A quasiparticle level is the energy at which a crystal gives up an electron or takes one in. For aluminium nitride it was computed here in one step. A PBE calculation supplied the orbitals and the Kohn-Sham levels, and the G0W0 method then corrected each level with exact exchange and with the response of the other electrons. All levels are counted from the valence top of their own kind, so the correction of the top itself is zero by definition.

One-shot G0W0 on PBE for wurtzite AlN, run with Ansatz 0.2.0 (plane-wave PAW, no spin polarisation) in a cell relaxed with r2SCAN and then expanded by 1 % hydrostatic strain (a = 3.138, c = 5.028 Å). Wave cutoff 420 eV, screening cutoff 150 eV, 178 empty bands, k mesh 6×6×4, contour deformation. Kohn-Sham and quasiparticle levels are each counted from their own valence top.

```
band  b (fraction of the reciprocal vector)  c (fraction of the reciprocal vector)  kohn sham level (eV)  quasiparticle level (eV)  exchange less vxc (eV)  correlation (eV)
  v2                                      0                                      0                -0.200                    -0.232                  -4.009             3.068
  v1                                      0                                      0                 0.000                     0.000                  -3.908             2.999
  c1                                      0                                      0                 3.975                     5.594                   4.584            -3.874
  c2                                      0                                      0                 6.451                     8.166                   5.223            -4.418
  v2                                      0                                   0.25                -0.298                    -0.343                  -4.056             3.102
  v1                                      0                                   0.25                -0.298                    -0.343                  -4.056             3.102
  c1                                      0                                   0.25                 4.947                     6.622                   4.726            -3.961
  c2                                      0                                   0.25                 6.565                     8.297                   5.272            -4.449
  v2                                      0                                   -0.5                -0.528                    -0.604                  -4.157             3.172
  v1                                      0                                   -0.5                -0.528                    -0.604                  -4.157             3.172
  c1                                      0                                   -0.5                 6.246                     8.003                   5.212            -4.365
  c2                                      0                                   -0.5                 6.246                     8.003                   5.212            -4.365
  v2                                 0.1667                                      0                -0.281                    -0.322                  -4.052             3.102
  v1                                 0.1667                                      0                -0.169                    -0.190                  -3.980             3.049
  c1                                 0.1667                                      0                 5.266                     6.963                   4.818            -4.030
  c2                                 0.1667                                      0                 7.517                     9.284                   5.451            -4.593
  v2                                 0.1667                                   0.25                -0.530                    -0.602                  -4.108             3.127
  v1                                 0.1667                                   0.25                -0.435                    -0.497                  -4.110             3.138
  c1                                 0.1667                                   0.25                 5.724                     7.429                   4.960            -4.164
  c2                                 0.1667                                   0.25                 7.551                     9.329                   5.521            -4.652
  v2                                 0.3333                                      0                -0.849                    -0.949                  -4.170             3.160
  v1                                 0.3333                                      0                -0.538                    -0.612                  -4.155             3.171
  c1                                 0.3333                                      0                 6.123                     7.715                   5.001            -4.319
  c2                                 0.3333                                      0                 6.625                     8.161                   5.055            -4.428
```

The columns b and c are the two components of the wave vector that vary, and Γ is the point where both are zero. The bands v1 and v2 are the two highest filled ones, c1 and c2 the two lowest empty ones. With $e$ for the Kohn-Sham level, $X$ for exchange less vxc and $C$ for correlation, the quasiparticle level is

$$E = e + X + C - E_0 ,$$

where $E_0$ is the same sum for v1 at Γ. Every row obeys this within the last printed digit, so a shift can be followed back to its two parts.

**What happens to the gap**

PBE puts the gap at Γ at 3.98 eV, and G0W0 raises it to 5.59 eV. This opening of 1.62 eV is what remains of two much larger effects. Exchange alone would open the gap by 8.49 eV, and correlation takes 6.87 eV of that back. About four fifths of the exchange effect is thus cancelled.

The exchange part comes from a blind spot of PBE. Its potential vxc depends only on the electron density near each point, and it acts in the same way on a filled and on an empty orbital. Exact exchange does distinguish them. Exchange lowers a level the more, the more strongly its orbital overlaps with the filled ones. A filled orbital belongs to that set and is lowered a great deal, whereas an empty orbital has a different shape and is lowered less. The PBE potential treats the two more evenly. Replacing vxc by exact exchange therefore pulls filled levels down and pushes empty levels up, which is the sign of exchange less vxc in every row.

Exchange on its own treats the other electrons as frozen, and the gap would then be about 12.5 eV. In the real crystal they move. Around an added electron they draw back, and around a hole they crowd in, and both responses lower the energy of the charged crystal. An added electron then costs less, so empty levels sink. Removing an electron costs less too, so filled levels rise. The correlation column has these signs throughout: positive for filled levels, negative for empty ones.

At Γ the two parts together lower the valence top by 0.91 eV and raise the lowest empty level by 0.71 eV. In this run more than half of the gap opening thus comes from the filled side, though such a split depends more on the finite basis than the gap does. Since the table counts from the valence top, this movement shows up as an upward shift of the empty levels. Anyone who needs absolute positions, for instance to line up bands at an interface, should keep the two movements apart and converge each of them.

**How large it should be**

The size of the opening can be estimated without any adjustable number. Exchange arises from the Coulomb repulsion between electrons. Inside a crystal that repulsion is weakened by the dielectric constant $\varepsilon$, because the other electrons screen it. Suppose the weakening were the same at all distances and for all orbitals, and the PBE potential stood in correctly for the part that is screened away. Then only the fraction $1/\varepsilon$ of the exchange correction would survive.

The same calculation gives a dielectric constant of 4.32, averaged over directions, for electrons that respond while the nuclei stay fixed. The exchange part of the gap opening is the difference of two table entries, $4.584 - (-3.908) = 8.492$ eV. The estimate is then

$$\frac{8.492\ \text{eV}}{4.316} = 1.97\ \text{eV}.$$

G0W0 gives 1.62 eV here, so the estimate is about a fifth larger. The misfit can't be held against the estimate alone: a finite basis typically leaves such gaps 6 to 9 % too small, and that is about as much as the whole difference. The estimate does explain why most of the exchange effect disappears and why more than an electronvolt is left.

Applied to each level separately, the estimate shows where it departs from this run. For the valence top, $-3.908/4.316$ gives −0.91 eV, as in the full calculation. For the lowest empty level, $4.584/4.316$ gives 1.06 eV instead of 0.71 eV. The whole difference thus sits on the empty side. That finding isn't firm, because the position of a single level settles more slowly with the number of empty bands than a gap does. Neither the good value nor the poor one is therefore a test of uniform screening by itself.

The same reasoning places AlN among its neighbours. Silicon screens far more strongly, so less of the exchange correction survives and its gap opens by less. Magnesium oxide screens more weakly than AlN and holds its electrons more tightly, and both raise the correction. A low dielectric constant is therefore a warning that a PBE gap will need a large repair.

**Why the shift is not the same for every level**

A uniform shift of all empty levels, often called a scissors correction, would be convenient. The table comes close to one, but the empty levels outside the point (0.3333, 0) move by anything from 1.62 to 1.78 eV. The shift mostly grows with the height of the level. The order is not strict: the pair at (0, -0.5) shifts slightly more than two levels that lie above it.

Standard theory offers a reason for the growth. Exchange between two electrons is strong when their waves oscillate alike and fades as the wavelengths move apart. A high empty level belongs, as a rule, to a rapidly oscillating wave, which exchanges little with the filled ones. The local potential of PBE doesn't fade in this way, so the upward correction becomes larger. This argument is borrowed from the uniform electron gas, and in a crystal with directed bonds it can give no more than a tendency.

The two parts of the correction are in line with this, though they don't prove it. From the lowest to the highest empty level listed, exchange less vxc grows by 0.94 eV, and correlation becomes more negative by 0.78 eV. That correlation follows exchange is expected, because part of it is the screening of that same exchange. Exchange lowers a level, and screening gives some of the lowering back. A level that exchanges little gets little back, so its correlation part is more negative. The difference of 0.16 eV is the extra shift of the upper level.

The filled levels are stretched in the same sense. Each listed level below the valence top ends up 12 to 16 % deeper than in PBE. In the electron gas the deeper filled waves are the slower ones, and they exchange most strongly with the rest. The stretch describes energies and doesn't follow a single orbital: v1 is a single level at Γ but half of a degenerate pair at (0, 0.25).

**The point that breaks the rule**

At (0.3333, 0) both empty levels fall out of line. They shift by only 1.59 and 1.54 eV, less than any other empty level in the table. Yet c1 at this point lies more than 2 eV above the lowest empty level at Γ, so by its height it should shift more.

A fair test sets each of them beside a level of nearly the same Kohn-Sham energy. For c2 that partner is c2 at (0, 0.25), only 0.06 eV lower, and the shift at the irregular point is 0.20 eV smaller. For c1 the partner is c1 at (0, -0.5), and the shortfall is 0.17 eV. This second partner itself lies a little above the general run, so the comparison for c2 is the cleaner one. Both shortfalls are smaller than the 6 to 9 % of the gap that a finite basis typically costs. Levels of nearly equal energy probably share much of that error, but one run can't show how much, and this cell wasn't checked with a second code.

The parts show what is unusual. For c2, exchange less vxc is 0.22 eV smaller than in the partner. On the regular rise described above, correlation made up for most of any change in exchange. Here it weakens by only 0.02 eV, so almost the whole deficit passes into the level. The c1 pair behaves in much the same way.

Uniform screening doesn't foresee this. It would reduce the c1 deficit of 0.21 eV in exchange less vxc to a drop of about 0.05 eV, less than a third of what the full calculation gives. Height alone therefore doesn't fix the correction. The likely cause is the shape of the orbitals, that is, how they are spread over aluminium, nitrogen and the space between. For c2 there is a hint of this, though not for c1, which keeps rising over the same points. On the way out from Γ, c2 first rises, but from (0.1667, 0) to (0.3333, 0) it falls by 0.89 eV. The next band up, which the table leaves out, falls by 1.35 eV between Γ and (0.1667, 0) in the same run. It is thus already coming down before c2 turns, and further out it may take the place of c2 or mix with it. A proof would need a breakdown of the orbitals by atom, which the calculation doesn't give.

**What to do about it**

For a quick estimate of the empty bands, shift them all by the opening at Γ. Among the empty levels listed this is wrong by at most 0.16 eV, about a tenth of the shift itself. That is good enough for a band diagram or a first choice of material.

For optical transitions the errors of both bands count. At (0.3333, 0) they partly cancel, but at the other points away from Γ they add up. The largest case in the table is the step from v2 to c2 at (0.1667, 0.25). PBE gives $7.551 + 0.530 = 8.081$ eV for it and G0W0 gives $9.329 + 0.602 = 9.931$ eV. The correction is 1.85 eV, so a uniform shift would place this transition 0.23 eV too low. Where an absorption edge or peak matters to that accuracy, the levels involved should be corrected one by one, and the attraction between the excited electron and its hole, which these levels leave out, should be added.

A correction that grows steadily with energy looks like the natural improvement, but it would make the levels at (0.3333, 0) worse. Before such a rule is used across the whole band, it should be tested at a few points away from Γ, with both empty bands included.

The gap itself should be read as a low value. The cell is expanded by a hydrostatic strain of 1 % from its relaxed size, and expansion narrows the gap of AlN. The finite basis typically costs such calculations another 6 to 9 % of the gap, and a PBE start commonly leaves G0W0 gaps low as well. For a relaxed crystal with the nuclei at rest, a better converged calculation should therefore give more than 5.59 eV.

The table leaves one question open. Exchange less vxc is a difference, and at (0.3333, 0) it can be small for two reasons: the empty orbitals may exchange more strongly with the filled ones, or they may sit where the PBE potential is shallower. Printing the two terms separately, together with the density of these orbitals, would show which it is.
